Q: I have the masses of Al, Ga and N and the crystal structure of Al3GaN4. Can I estimate its phonon frequencies with a pocket calculator?

Zone-centre optical phonons of Al3GaN4 (space group P-43m, 8-atom cubic cell, a = 4.370 Å), computed with Ansatz 0.2.0 in the LDA with plane-wave PAW, a 420 eV cutoff and a 6×6×6 k mesh. Each row is one degenerate level, with the infrared intensity summed over it; the frequencies include no macroscopic field (no LO–TO splitting).

```
row  phonon frequency (cm⁻¹)  degeneracy  infrared intensity ((D/Å)²/amu)
  1                    248.4           3                            0.532
  2                    334.7           3                                0
  3                    528.4           3                             8.27
  4                    622.9           3                             82.1
  5                    671.4           3                                0
  6                    673.6           3                             95.1
  7                    701.9           1                                0
  8                    716.8           2                                0
```

A: Yes, once three constants have been fitted, and if you first ask which atoms move. The crystal is zincblende with an ordered arrangement of Al and Ga. Imagine for a moment that all cations were alike. Each level would then be one of a few simple patterns: either all cations move together against all nitrogens, or neighbouring layers of the same kind of atom move in opposite directions.

Q: Why does the pattern matter, if the bonds are the same?

A: Because an atom feels its neighbours' motion as well as its own. Hold all neighbours still, and a displaced atom is pulled back with some stiffness. If all four neighbours move together, they pull on it fully. If their layers alternate, two move one way and two the other. For motion along the stacking direction their pulls cancel, and one kind of atom vibrates alone; for motion within the layers the slanted bonds leave a sideways push. Bonds that resisted only stretching would pass it on in full; other forces, such as resistance to bending, make it partial.

Q: How do I turn that into a formula?

A: Write a for the inverse mass of N, b for the mean inverse mass of the moving cations, both in 1/amu, and c for the strength of the neighbours' pull. Two coupled masses on equal springs then give the frequency ν:

ν = C √[(a + b)/2 ± √(((a − b)/2)² + c²ab)]

Here c is 1 when all cations move together, 0 for alternating layers moving along the stacking direction (longitudinal), and about 0.575 for alternating layers moving sideways (transverse). The factor C contains the stiffness: 2714 cm⁻¹ amu^½ for the longitudinal patterns and 2179 for the others.

Q: Why do the longitudinal patterns need a stiffer spring?

A: Most likely because the ions are charged. Layers displaced along the stacking direction build up alternating sheets of charge, whose field pulls the ions back; sideways motion builds up no such sheets. The fitted stiffnesses are 434 and 280 N/m, and a rough electrostatic estimate, borrowed from the zone-centre field term, gives 188 N/m, the order of their difference; for alternating layers the term is expected to be smaller. Forces between second neighbours could contribute too, and the table cannot separate the two.

Q: Show me the easiest case.

A: Take row 7. Its degeneracy of 1 identifies it, by symmetry, as a motion of nitrogen alone, so c = 0 and only a = 1/14.007 remains:

ν = 2714 × √0.0714 = 725 cm⁻¹

The calculation gives 701.9. Row 8 also moves only nitrogen and gets the same estimate. Cation masses don't enter either level. With one stiffness for all patterns both would come out at 634 cm⁻¹, below the values the same fit gives for rows 4 to 6; in the rule it is the stiffer longitudinal spring that puts them at the top of this zero-field table.

Q: And one where two kinds of atom move?

A: Take row 5, a threefold level with no infrared intensity. Symmetry keeps Ga at rest there, so b is 1/26.98, the inverse mass of Al. The motion is sideways, with c = 0.575, and the plus sign gives the upper level:

(a + b)/2 = 0.0542
inner root = 0.0342
ν = 2179 × √(0.0542 + 0.0342) = 648 cm⁻¹

The calculation gives 671.4. The minus sign gives row 2, where N and Al move so that their bonds mostly bend rather than stretch.

Q: What about the levels that absorb infrared light?

A: Ga moves in these, so b becomes an average. The rule treats rows 1 and 4 as the lower and upper sideways pair, with b averaged equally over Ga and Al. It treats row 3 as the cations moving alone and row 6 as all cations moving together against the nitrogens, both with one part Ga to three parts Al. I matched these four only by their order in frequency. The calculation did store the atomic motions, as eigenvectors, but I haven't used them here, so the matching is an assumption that they could confirm or overturn.

Q: Is that matching safe?

A: Not for rows 4 and 6. With identical cations only the pattern of row 6 would absorb, yet the two intensities are 82.1 and 95.1. The computed effective charges of Al and Ga differ by only a few per cent, too little to account for this, so the unlike cations must mix the patterns. Neither row is then one simple pattern. The table does not tell which bonds each one stretches most; for that you would have to look at the stored eigenvectors. The intensity-weighted centre of the absorption, 645 cm⁻¹, is a fairer target for the unmixed pattern, and the rule's 699 lies 8% above it.

Q: How far can I trust the rule overall?

A: Its three constants were fitted to all eight rows, the worked ones included, as the output below shows. The mean miss is 4.5% of the computed frequency and the largest 9%, for row 3. A fairer test leaves each row out of the fit in turn and then predicts it: the root-mean-square miss grows from 25 to 39 cm⁻¹. Mixing through the heavy Ga should push row 1, the lowest absorbing level, down, which is the direction of its miss. It should also push row 6, the highest, up, yet the computed value lies below the rule, whose value for the unmixed pattern already looked too high. The other large misses point to the shared stiffnesses. Taken as a pure pattern, row 3 needs C = 2983, while rows 7 and 8 need only 2627 and 2683, so one longitudinal constant cannot serve both cations and nitrogen. Rows 2 and 5, with Ga at rest, have squared frequencies that add up to C²(a + b) whatever c is; both lie above the rule, so they need a larger C than the 2179 they share with the all-together pattern.

Q: Where should I stop using it?

A: Where a few per cent decide the answer. Rows 5 and 6 lie only 2 cm⁻¹ apart, and the rule cannot order them reliably. It also describes the absorbing levels without a macroscopic field; their longitudinal partners lie higher and need an extra field term. And the constants come from zero-temperature LDA frequencies of this one crystal, computed with PAW datasets made for another functional, PBE, so for another nitride they are only a first guess.

Numerical output:

```
fit of nu on 8 rows: coefficient of (1 - lon)*sqrt(h + sg*sqrt(d**2 + (gam + xt*s)**2*a*b)) 2179 +/- 57, coefficient of lon*sqrt(h + sg*d) 2714 +/- 76, s 0.5746; rms 25.2, worst 3 -47.6, leave-one-out rms 39.2
fit of nu on 8 rows: coefficient of sqrt(h + sg*sqrt(d**2 + (gam + xt*s)**2*a*b)) 2372 +/- 113, s 0.5746; rms 67.9, worst 3 -108, leave-one-out rms 82
Rule against calculation:
  row  computed cm-1  rule cm-1  miss in percent  one stiffness cm-1
    1          248.4      266.6            7.319               290.2
    2          334.7      308.5           -7.815               335.9
    3          528.4      480.8           -9.014               420.2
    4          622.9      624.5           0.2544               679.8
    5          671.4      647.9           -3.498               705.3
    6          673.6      698.6            3.709               760.5
    7          701.9      725.1            3.311               633.8
    8          716.8      725.1            1.163               633.8
Stiffness for transverse and zone-centre patterns, N/m: 279.8
Stiffness for longitudinal patterns, N/m: 434
Row 5 worked: half sum of inverse masses N and Al, times 1000, 1/amu: 54.23
Row 5 worked: half difference of inverse masses, times 1000, 1/amu: 17.17
Row 5 worked: square root term, times 1000, 1/amu: 34.18
Mean size of the miss, percent: 4.511
Sum of squared frequencies of the four absorbing levels, rule over computed: 0.9979
Intensity-weighted centre (root mean square), cm-1: 644.9
Zone-centre pattern of the rule above that centre, percent: 8.331
Share of rows 4 and 6 in the total intensity, percent: 95.27
Row 8 above row 7, cm-1: 14.9
Coulomb stiffness, order of magnitude only, N/m: 188.3
```
